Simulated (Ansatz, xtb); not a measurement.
# Loss of H2: CH8AlN → CH6AlN + H2

Species: CH8AlN `C[NH2+][AlH3-]`, singlet; CH6AlN `C[NH][AlH2]`, singlet; H2 (hydrogen), singlet. 

Shapes, held fixed at every level: PBE0-D4/def2-TZVP. Programs: Ansatz 0.2.0, xtb 6.7.1. The zero-point and thermal change to 298 K, harmonic and unscaled (PBE0-D4/def2-TZVP), is -20.0 kJ/mol.

```tsv
level	kind	ΔH(298 K) (kJ/mol)	less CCSD(T)/CBS estimate
GFN0-xTB	semi-empirical	+70.8	+35.1
PBE-D4/def2-TZVPP	GGA	+35.5	-0.2
r2SCAN-D4/def2-TZVPP	meta-GGA	+37.8	+2.1
wB97M-V/def2-TZVPP	range-separated hybrid	+38.8	+3.1
wB97X-V/def2-TZVPP	range-separated hybrid	+43.2	+7.5
MP2/def2-TZVPP	perturbation theory	+31.0	-4.7
CCSD(T)/def2-TZVPP	coupled cluster or CI	+37.9	+2.2
CCSD/def2-TZVPP	coupled cluster or CI	+39.8	+4.1
CCSD(T)/CBS estimate	coupled cluster or CI	+35.7	0.0
```

The highest level, CCSD(T)/CBS estimate, gives ΔH(298 K) = +35.7 kJ/mol; the levels span +31.0 to +70.8. The column of differences is taken from that level and isn't an error. No measured value is set beside it here. The CBS estimate extrapolates MP2 from def2-TZVPP and def2-QZVPP and adds CCSD(T) − MP2 in the triple-zeta set, cores frozen; for H2 it overshoots the exact energy by about 1 mEh.

Loss of H2 from the methylamine–alane adduct to give the monomeric amidoalane is endothermic at every level, by +35.7 kJ/mol at the highest. Elimination joins a protic N–H hydrogen to a hydridic Al–H hydrogen, and the dative Al–N bond becomes a stronger, polar covalent one. The strong H–H bond and the improved Al–N bond evidently don't repay the cost of breaking N–H and Al–H. Nitrogen's lone pair can donate into the empty p orbital on aluminium, but this π bonding is weak compared with that in aminoboranes, so the three-coordinate metal remains strongly Lewis acidic. GFN0-xTB stands far above the other levels, probably because its approximate Hamiltonian balances dative and covalent Al–N bonding poorly.

Amidoalanes commonly relieve this unsaturation by forming Al–N–Al bridges, so association of the product would probably make dehydrogenation more favourable than the monomer reaction suggests. The endothermic enthalpy alone doesn't rule out spontaneous H2 release, since forming a gas from the adduct is favoured by entropy.
